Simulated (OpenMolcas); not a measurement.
## AlH2Cl (SMILES [AlH2][Cl]): the vertical energy of the triplet above the singlet, rung by rung

The species is AlH2Cl (4 atoms), meant as a singlet with charge 0. As SMILES, `[AlH2][Cl]`. Geometry: a GFN2-xTB relaxation, a rough one for these elements and not checked as a minimum.

```xyz
4

Al   -0.0629    0.0066   -0.0735
Cl    1.2461   -0.1310    1.4504
H    -1.3127   -0.8852   -0.1542
H     0.1295    1.0096   -1.2227
```

Each level gives the vertical energy of the triplet above the singlet (eV). The values are calculated.

| level | kind | program | value (eV) |
| --- | --- | --- | --- |
| HF/STO-3G | Hartree–Fock | OpenMolcas | 8.50 |
| HF/STO-3G, open shells restricted | Hartree–Fock | OpenMolcas | 8.64 |
| PBE/STO-3G | GGA | OpenMolcas | 7.16 |
| r2SCAN/STO-3G | meta-GGA | OpenMolcas | 7.39 |
| PBE0/STO-3G | global hybrid | OpenMolcas | 7.60 |
| CASPT2(2,2)/STO-3G | multireference | OpenMolcas | 8.87 |
| CASSCF(2,2)/STO-3G | multireference | OpenMolcas | ? |
| MRCI(2,2)/STO-3G | multireference | OpenMolcas | ? |
| FCI/STO-3G, open shells restricted | exact in the basis | OpenMolcas | 8.33 |

Problem. Estimate the missing values from the other rows.

Solution. As computed at these levels: CASSCF(2,2)/STO-3G: 9.09 eV; MRCI(2,2)/STO-3G: 8.42 eV. The values span 7.16 to 9.09 eV. A triplet this far above the singlet is often a Rydberg-like or dissociative state; sets without diffuse functions put Rydberg states too high. All rows use very small basis sets, so even the best lies far from the true value.

Against the full CI gap of 8.33 eV, the density functionals all fall low and the other approximate wavefunction methods all fall high, with MRCI closest at 8.42 eV. CASSCF is the furthest above, at 9.09 eV, because its active space is lopsided. With two electrons in two orbitals, the singlet can mix in a doubly excited configuration, whereas the triplet has only one configuration and gains no correlation. CASPT2 removes only part of this bias, and MRCI most of it. Hartree–Fock lands nearer to full CI than CASSCF does, so a small active space is no automatic improvement for an energy difference.

Chemically, the singlet is a closed-shell Al(III) compound with an empty aluminium 3p orbital. The triplet must break up a bonding or chlorine lone pair, probably by promoting an electron into that acceptor orbital, which makes it costly. A minimal basis has no Rydberg functions, so the state computed here is a valence one, and the agreement between MRCI and full CI cannot show whether a Rydberg triplet lies lower.
